# Gauge and convective invariance of thermal conductivity: Onsager coefficients of a silica melt from shifted reference energies

## Conventions

A classical fluid of volume $V$ at temperature $T$ evolves under energy-conserving dynamics with zero total momentum and no magnetic field. Fluxes are extensive and have zero mean. The particle flux of species $a$ is $\mathbf J_a=\sum_{i\in a}\mathbf v_i$. The energy flux $\mathbf J_E$ is the convective term $\sum_i e_i\mathbf v_i$ plus a virial term, where the atomic energies $e_i$ add up to the total energy. For an isotropic system the Onsager coefficients are

$$L_{ij}=\frac{1}{3Vk_B}\int_0^\infty\langle\mathbf J_i(t)\cdot\mathbf J_j(0)\rangle\,dt ,\tag{1}$$

and the integrals are assumed to converge. All fluxes are odd under time reversal, so $L_{ij}=L_{ji}$.

With $M$ species of masses $m_a$, zero momentum means $\sum_a m_a\mathbf J_a=0$. Only $M-1$ species fluxes are independent, and the matrix built from all $M$ is singular. $\Lambda$ denotes the $(M-1)\times(M-1)$ matrix $L_{ab}$ of an independent set, and $\mathbf l$ the column $L_{aE}$.

## Statements

**A. Gauge invariance.** Let $\mathbf X_B(\tau)=\int_0^\tau\mathbf B\,dt$. If $\langle|\mathbf X_B(\tau)|^2\rangle/(V\tau)\to0$ for $\tau\to\infty$, in particular if $\langle|\mathbf X_B|^2\rangle/V$ stays bounded, then $\mathbf J$ and $\mathbf J+\mathbf B$ have the same Green–Kubo integral, and $\mathbf B$ adds nothing to any cross coefficient. Any redistribution of finite-range pair energy between the two partners changes $\mathbf J_E$ by such a $\mathbf B$.

**B. Convective invariance.** If $\Lambda$ is invertible, the thermal conductivity at vanishing species fluxes is

$$\kappa=\frac{1}{T^2}\left(L_{EE}-\mathbf l^{\mathsf T}\Lambda^{-1}\mathbf l\right),\tag{2}$$

and it is unchanged by $\mathbf J_E\to\mathbf J_E+\sum_a c_a\mathbf J_a$ for any constants $c_a$. $L_{EE}$ itself does change, and $\kappa T^2$ is its minimum over the $c_a$.

**C. Shifted references in SiO$_2$.** The shift $e_i\to e_i+\epsilon_a$ for atoms of species $a$ leaves forces and trajectories unchanged and adds $\delta\,\mathbf J_{\rm Si}$ to $\mathbf J_E$, with

$$\delta=\epsilon_{\rm Si}-r\,\epsilon_{\rm O},\qquad r=m_{\rm Si}/m_{\rm O}.\tag{3}$$

With the index 1 for $\mathbf J_{\rm Si}$, the single-flux integral $G=L_{EE}/T^2$ is the parabola

$$G(\delta)=\kappa+A(\delta-\delta^*)^2,\qquad A=\frac{L_{11}}{T^2},\qquad \delta^*=-\frac{L_{E1}}{L_{11}},\tag{4}$$

where $L_{E1}$ refers to the unshifted convention. In a glass the atoms do not diffuse, $\mathbf J_{\rm Si}$ meets the condition of A, and $G=\kappa$ for every shift. In a melt $\mathbf X_{\rm Si}$ is diffusive, A does not apply to the shift, and only B protects $\kappa$.

Gauge invariance in this form goes back to Marcolongo, Umari and Baroni (2016), convective invariance to Bertossa, Grasselli, Ercole and Baroni (2019).

## Data

Five statistically independent equilibrium runs of one silica melt model at $T=4000$ K and fixed density 2200 kg m$^{-3}$ report only $G$, each with its own reference energies. The values below were made for this exercise and rounded as simulation output is; they are no measurement. They are taken as converged in $\tau$ and $V$ to well within the quoted standard errors $\sigma_k$. With the atomic masses 28.086 u and 15.999 u, $r=1.7555$. Energies are in aJ ($10^{-18}$ J, or 6.24 eV); the shifts are exact settings, and $\delta$ follows from (3).

| run $k$ | $\epsilon_{\rm Si}$ (aJ) | $\epsilon_{\rm O}$ (aJ) | $\delta_k$ (aJ) | $G_k\pm\sigma_k$ (W m$^{-1}$ K$^{-1}$) |
|---|---|---|---|---|
| 1 | 0 | 0 | 0 | $2.71\pm0.05$ |
| 2 | 20 | 0 | 20 | $5.28\pm0.11$ |
| 3 | 0 | 5 | $-8.777$ | $5.76\pm0.12$ |
| 4 | 14.043 | 7.9995 | 0 | $2.66\pm0.05$ |
| 5 | 6 | $-3$ | 11.266 | $2.58\pm0.05$ |

Run 4 shifts each species by 0.5 aJ per u of its mass. Run 5 has $\epsilon_{\rm Si}+2\epsilon_{\rm O}=0$ and so leaves the total energy unchanged, yet its $\delta=(1+r/2)\epsilon_{\rm Si}=1.878\,\epsilon_{\rm Si}$ is not zero. Sought are $\kappa$, $A$, $\delta^*$ and the matrix $L_{ij}$.

## Inversion

Write $G=G_0+b\,\delta+A\,\delta^2$, so that $\delta^*=-b/2A$ and $\kappa=G_0-b^2/4A$. Below, $G$ is in W m$^{-1}$ K$^{-1}$ and $\delta$ in aJ.

**Three runs.** Run 1 gives $G_0=2.71$. The slopes from run 1 to runs 2 and 3 equal $b+A\delta_k$:

$$s_2=\frac{5.28-2.71}{20}=0.1285,\qquad s_3=\frac{5.76-2.71}{-8.777}=-0.3475 .$$

Hence $A=(s_2-s_3)/(\delta_2-\delta_3)=0.01654$ with $\delta_2-\delta_3=28.777$, then $b=s_2-20A=-0.2023$, $\delta^*=6.12$, $b^2/4A=0.619$ and $\kappa=2.09$.

**Two tests.** Runs 4 and 5 were not used. For run 4 the parabola predicts the value of run 1; the difference 0.05 lies within the combined standard error 0.07. For run 5 it predicts $2.53\pm0.08$, against $2.58\pm0.05$. The data are thus consistent with a dependence on $\delta$ alone.

**All runs.** The model is linear in $\mathbf p=(G_0,b,A)^{\mathsf T}$. With design rows $(1,\delta_k,\delta_k^2)$ collected in $D$ and weights $W=\mathrm{diag}(\sigma_k^{-2})$, the weighted least-squares solution is $\mathbf p=CD^{\mathsf T}W\mathbf G$ with covariance $C=(D^{\mathsf T}WD)^{-1}$. It gives $G_0=2.697$, $b=-0.1982$, $A=0.01648$ (one guard digit each) and $\chi^2=1.2$ for two degrees of freedom.

| quantity | runs 1–3 | all runs |
|---|---|---|
| $\kappa$ (W m$^{-1}$ K$^{-1}$) | $2.09\pm0.07$ | $2.10\pm0.04$ |
| $A$ (W m$^{-1}$ K$^{-1}$ aJ$^{-2}$) | $0.0165\pm0.0006$ | $0.0165\pm0.0005$ |
| $\delta^*$ (aJ) | $6.12\pm0.17$ | $6.01\pm0.12$ |

Since $L_{EE}(\delta)=L_{EE}+2\delta L_{E1}+\delta^2L_{11}$, multiplication by $T^2$ gives, in the convention of run 1,

- $L_{EE}=G_0T^2=(4.32\pm0.05)\times10^{7}$ W K m$^{-1}$,
- $L_{E1}=bT^2/2=(-1.59\pm0.06)\times10^{24}$ K m$^{-1}$ s$^{-1}$,
- $L_{11}=AT^2=(2.64\pm0.08)\times10^{41}$ K J$^{-1}$ m$^{-1}$ s$^{-1}$.

Reading the unshifted $G_0$ as the conductivity would overstate the model's $\kappa$ by 28 per cent. If the ions carry the formal charges $+4e$ and $-2e$, the charge flux is $q\mathbf J_{\rm Si}$ with $q=(4+2r)e=7.511\,e$, and the ionic conductivity is $\sigma_{\rm ion}=q^2L_{11}/T=q^2AT=95\pm3$ S m$^{-1}$.

These numbers are the model's. The data were chosen to reproduce typical behaviour: a vibrational conductivity of roughly 2 W m$^{-1}$ K$^{-1}$ in hot silica, and an ionic conductivity of the order implied by self-diffusion coefficients $D_s\approx10^{-9}$ m$^2$ s$^{-1}$, typical of simulated silica near 4000 K, for which uncorrelated ions would give $e^2n_{\rm Si}(16+2\cdot4)D_s/k_BT\approx2.5\times10^2$ S m$^{-1}$ at $n_{\rm Si}=2.205\times10^{28}$ m$^{-3}$. The closeness is by construction and tests nothing. Radiative and electronic heat transport are absent from the model; in real silica at such temperatures radiation can carry more heat than the atomic motion.

## Uniqueness

For three runs $\det D=(\delta_2-\delta_1)(\delta_3-\delta_1)(\delta_3-\delta_2)$, so $(G_0,b,A)$ is fixed uniquely if and only if three *distinct values of $\delta$* occur. Distinct pairs $(\epsilon_{\rm Si},\epsilon_{\rm O})$ do not suffice: runs 1, 2 and 4 supply two nodes only. For $A>0$ the map to $(\kappa,\delta^*,A)$ is one to one, and a physical solution also needs $\kappa>0$.

Two nodes give only the bound $\kappa\le\min_kG_k$. With runs 1 and 2, any $\kappa$ between 0 and 2.71 can be matched: the ratio of $A(20-\delta^*)^2=5.28-\kappa$ to $A\delta^{*2}=2.71-\kappa$ fixes $\delta^*$ on either of two branches, and $A$ follows.

Three things stay undetermined by any number of runs. First, $G$ is minimal on the whole line $\epsilon_{\rm Si}-r\epsilon_{\rm O}=\delta^*$, so no separate optimal reference exists for Si and for O. Second, $-\delta^*=L_{E1}/L_{11}$ is the energy carried per unit Si flux in isothermal interdiffusion, in the convention of run 1; a convention-free heat of transport needs the partial enthalpies $h_{\rm Si}-r\,h_{\rm O}$ of the same convention subtracted, and the data lack them. Third, by A the way pair energy was shared among atoms leaves no trace in $G$. On cooling into the glass $A\to0$: every run then returns $\kappa$, while $\delta^*$ can no longer be inferred.

## Propagation of errors

**Independent runs.** The parabola through three nodes is $\sum_k\ell_k(\delta)G_k$ with the Lagrange polynomials $\ell_k(\delta)=\prod_{j\ne k}(\delta-\delta_j)/(\delta_k-\delta_j)$. Because $dG/d\delta=0$ at the vertex, the motion of $\delta^*$ does not enter $\kappa$ to first order. Differentiating the vertex condition $\sum_k\ell_k'(\delta^*)G_k=0$, with $G''=2A$, gives the second relation:

$$\frac{\partial\kappa}{\partial G_k}=\ell_k(\delta^*),\qquad\frac{\partial\delta^*}{\partial G_k}=-\frac{\ell_k'(\delta^*)}{2A},\qquad\frac{\partial A}{\partial G_k}=\prod_{j\ne k}\frac{1}{\delta_k-\delta_j}.\tag{5}$$

For runs 1–3 the weights $\ell_k(\delta^*)$ are $1.178$, $0.158$ and $-0.336$. They add up to one, so a common additive offset passes unchanged into $\kappa$, and a common factor scales $\kappa$ and $A$ and leaves $\delta^*$ alone. The contributions $|\ell_k|\sigma_k$ are 0.059, 0.017 and 0.040, or 0.073 in quadrature. Rounding of the $G_k$ by at most 0.005 moves $\kappa$ by at most 0.008. For the full fit the variance of $\kappa$ is $\mathbf u^{\mathsf T}C\,\mathbf u$ with $\mathbf u=(1,\delta^*,\delta^{*2})^{\mathsf T}$, which gives 0.039; runs 4 and 5 help because they flank the vertex and have small errors.

At second order the estimate is biased low. A perturbation of slope $g'$ at the vertex shifts it by $-g'/2A$ and lowers the minimum by $g'^2/4A$, whose mean is $A\sigma_{\delta^*}^2=4.5\times10^{-4}$ for runs 1–3, negligible beside 0.073.

**Why distant nodes are costly.** If $G$ is estimated as the mean square of $\nu$ independent Gaussian flux integrals (Cartesian components times segments), its relative standard error is $\sqrt{2/\nu}$; about 2 per cent, as in the table, corresponds to $\nu=5000$. The absolute error therefore grows with $G$. At $|\delta-\delta^*|=100$ aJ (624 eV, the order reached when references include the binding of valence electrons) the model gives $G=167$ with an error of 3.3, larger than $\kappa$ itself, and nodes clustered there have $|\ell_k(\delta^*)|\gg1$ in addition. The nodes should bracket the vertex.

**One trajectory.** If $\mathbf J_E$ and $\mathbf J_{\rm Si}$ are both stored, (2) can be evaluated with the sample matrix $\hat L$ of a single run.

**D.** For $\nu$ independent Gaussian samples, $\hat\kappa=(\hat L_{EE}-\hat L_{E1}^2/\hat L_{11})/T^2$ is distributed as $\kappa\,\chi^2_{\nu-1}/\nu$, whatever the shift.

The bias is then $-\kappa/\nu$ and the relative standard error $\sqrt{2/(\nu-1)}$. One run with $\nu=5000$ yields $\pm0.042$, nearly what five independent single-flux runs achieve. Values $G_k$ recomputed from one trajectory lie exactly on the sample parabola; their errors are correlated, any three return the same $\hat\kappa$ up to rounding, and adding the terms of (5) in quadrature would be wrong.

## Proofs

**Mean-square form.** For stationary fluxes, with $C_{ij}(s)=\langle\mathbf J_i(s)\cdot\mathbf J_j(0)\rangle=C_{ji}(-s)$, the double time integral reduces to

$$L_{ij}(\tau)\equiv\frac{\langle\mathbf X_i(\tau)\cdot\mathbf X_j(\tau)\rangle}{6Vk_B\tau}=\frac{1}{3Vk_B}\int_0^\tau\Big(1-\frac s\tau\Big)\frac{C_{ij}(s)+C_{ji}(s)}{2}\,ds.\tag{6}$$

The weighted integral tends to the full one whenever the latter converges, and $C_{ij}=C_{ji}$ by time reversal, so $L_{ij}(\tau)\to L_{ij}$. As a limit of covariance matrices, $L$ is positive semidefinite.

**Proof of A.** Since $\mathbf X_{J+B}=\mathbf X_J+\mathbf X_B$, (6) gives $L_{J+B,J+B}(\tau)=L_{JJ}(\tau)+2L_{JB}(\tau)+L_{BB}(\tau)$. The Cauchy–Schwarz inequality for $\langle\mathbf X_J\cdot\mathbf X_B\rangle$ reads $|L_{JB}(\tau)|\le\sqrt{L_{JJ}(\tau)L_{BB}(\tau)}$. Therefore

$$|L_{J+B,J+B}(\tau)-L_{JJ}(\tau)|\le L_{BB}(\tau)+2\sqrt{L_{JJ}(\tau)L_{BB}(\tau)}\to0,\tag{7}$$

because $L_{BB}(\tau)\to0$ by hypothesis while $L_{JJ}(\tau)$ has a finite limit. The same inequality with $\mathbf J_a$ in place of $\mathbf J$ removes $\mathbf B$ from the cross coefficients. The correlation functions of $\mathbf J$ and $\mathbf J+\mathbf B$ may differ at all times; only their integrals agree.

Now move a constant fraction $\gamma_{ij}$ of the pair energy $U_{ij}$ from atom $j$ to atom $i$, with $U_{ij}$ going continuously to zero at a cutoff below half the box edge. The convective term changes by $\gamma_{ij}U_{ij}(\mathbf v_i-\mathbf v_j)$ and the virial term by $\gamma_{ij}\dot U_{ij}\mathbf r_{ij}$, with $\mathbf r_{ij}=\mathbf r_i-\mathbf r_j$ the nearest-image separation. The sum over pairs is $\mathbf B=d\mathbf P/dt$ with $\mathbf P=\sum_{i<j}\gamma_{ij}U_{ij}\mathbf r_{ij}$. This $\mathbf P$ is a stationary sum of local terms with zero mean, so $\langle|\mathbf P|^2\rangle\propto V$ when spatial correlations are short-ranged. From $\langle|\mathbf P(\tau)-\mathbf P(0)|^2\rangle\le4\langle|\mathbf P|^2\rangle$ follows $L_{BB}(\tau)\le2\langle|\mathbf P|^2\rangle/(3Vk_B\tau)\to0$, uniformly in $V$. Handing more Si–O energy to Si does change the mean atomic energies, but the virial term compensates the diffusive part of the convective change. A constant shift has $\dot\epsilon_a=0$ and no such compensation: its $\mathbf X_B=\sum_i\epsilon_{a(i)}[\mathbf r_i(\tau)-\mathbf r_i(0)]$ contains the unwrapped displacements, whose mean square grows linearly in a melt.

**Proof of B.** Along one direction the linear laws for the flux densities are $j_E=L_{EE}f_E+\mathbf l^{\mathsf T}\mathbf f$ and $\mathbf j=\mathbf l f_E+\Lambda\mathbf f$, with $f_E=\nabla(1/T)=-\nabla T/T^2$ and $f_a=-\nabla[(\mu_a-\mu_Mm_a/m_M)/T]$, species $M$ being the eliminated one. Setting $\mathbf j=0$ gives $\mathbf f=-\Lambda^{-1}\mathbf lf_E$, and $j_E=-\kappa\nabla T$ yields (2). By bilinearity of (1), the added fluxes give

$$L_{EE}'=L_{EE}+2\mathbf c^{\mathsf T}\mathbf l+\mathbf c^{\mathsf T}\Lambda\mathbf c,\qquad\mathbf l'=\mathbf l+\Lambda\mathbf c,\qquad\Lambda'=\Lambda .$$

Since $\Lambda$ is symmetric, $\mathbf l'^{\mathsf T}\Lambda^{-1}\mathbf l'=\mathbf l^{\mathsf T}\Lambda^{-1}\mathbf l+2\mathbf c^{\mathsf T}\mathbf l+\mathbf c^{\mathsf T}\Lambda\mathbf c$, and the extra terms cancel in (2). A multiple of $\mathbf J_M$ is a combination of the independent fluxes and is covered too. Completing the square,

$$L_{EE}'=\kappa T^2+(\mathbf c+\Lambda^{-1}\mathbf l)^{\mathsf T}\Lambda\,(\mathbf c+\Lambda^{-1}\mathbf l)\ge\kappa T^2,\tag{8}$$

because an invertible positive semidefinite $\Lambda$ is positive definite. As a minimum over the span of the species fluxes, $\kappa$ does not depend on which species is eliminated.

**Proof of C.** The shift adds $\epsilon_{\rm Si}\mathbf J_{\rm Si}+\epsilon_{\rm O}\mathbf J_{\rm O}$ to the convective term and nothing to the virial term. Zero momentum gives $\mathbf J_{\rm O}=-r\mathbf J_{\rm Si}$, which is (3). Equation (8) with $\mathbf c=\delta$, $\Lambda=L_{11}$ and $\mathbf l=L_{E1}$ is (4). A shift proportional to the masses has $\delta=0$, since it multiplies the total momentum. Dynamics that does not hold the momentum at zero, such as a Langevin thermostat, breaks this relation and is excluded. The subtracted term in (2) is $A\delta^{*2}$. Cauchy–Schwarz bounds it only by $G_0$; it vanishes for $L_{11}\to0$ provided $\delta^*$ stays finite.

**Proof of D.** Let $(x_n,y_n)$, $n=1,\dots,\nu$, be the scaled integrals of $J_{\rm Si}$ and $J_E$, zero-mean Gaussian with covariance $L$. Put $y_n=\beta x_n+\eta_n$ with $\beta=L_{E1}/L_{11}$. Then $\eta_n$ is uncorrelated with $x_n$, hence independent of it, and has variance $L_{EE}-L_{E1}^2/L_{11}=\kappa T^2$. In terms of $\nu$-component vectors, $\nu T^2\hat\kappa=|\mathbf y|^2-(\mathbf x\cdot\mathbf y)^2/|\mathbf x|^2$, the squared length of the part of $\mathbf y$ orthogonal to $\mathbf x$. The term $\beta\mathbf x$, and with it any shift $\delta\,\mathbf x$, is projected out. What remains is the projection of the isotropic Gaussian vector $\boldsymbol\eta$ on a subspace of dimension $\nu-1$, whose squared length is $\kappa T^2\chi^2_{\nu-1}$, with $\chi^2_{\nu-1}$ of mean $\nu-1$ and variance $2(\nu-1)$. Without the projection, $|\mathbf y|^2$ is $L_{EE}\chi^2_\nu$, which gives the relative error $\sqrt{2/\nu}$ of $G$.